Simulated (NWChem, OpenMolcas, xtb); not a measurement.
## A ladder of methods for C2H2F2 (vinylidene fluoride)

C2H2F2: 6 atoms, total charge 0, spin state singlet. As SMILES, `C=C(F)F`. The coordinates come from a PBE0-D4/def2-TZVP relaxation.

Quantity: the dipole moment, in D. The values are calculated.

Question: The value from experiment is 1.38 D (NIST CCCBDB). From what is known of these methods, estimate their order from the nearest to it to the farthest.
A. BHLYP/aug-cc-pVDZ (NWChem)
B. M06-L/aug-cc-pVDZ (OpenMolcas)
C. SVWN5/aug-cc-pVDZ (OpenMolcas)
D. GFN2-xTB (xtb)
E. HF/aug-cc-pVDZ (NWChem)

Answer: A (1.41 D, +0.03), E (1.50 D, +0.12), C (1.15 D, -0.23), B (1.11 D, -0.27), D (2.12 D, +0.74).

The dipole of vinylidene fluoride lies along the C=C axis, with its negative end on the fluorine side. It is a balance of two opposing effects: the σ framework draws electrons towards fluorine, while π donation from the fluorine lone pairs returns density to the double bond, mostly to the CH2 carbon. The two semilocal functionals give too small a moment and Hartree-Fock too large a one, probably because semilocal exchange delocalises the lone pairs too readily while Hartree-Fock keeps the C–F bonds too polar. BHLYP, which mixes the two kinds of exchange, falls between them at 1.41 D, so its close agreement probably owes something to cancelling errors. M06-L does no better here than the simpler SVWN5, so a more elaborate semilocal form brings no gain for this moment. GFN2-xTB stands apart at 2.12 D, exaggerating the polarity well beyond Hartree-Fock. BHLYP's remaining deviation of +0.03 is small enough that vibrational averaging, present in the measured moment but not in a single-geometry value, could matter on that scale.
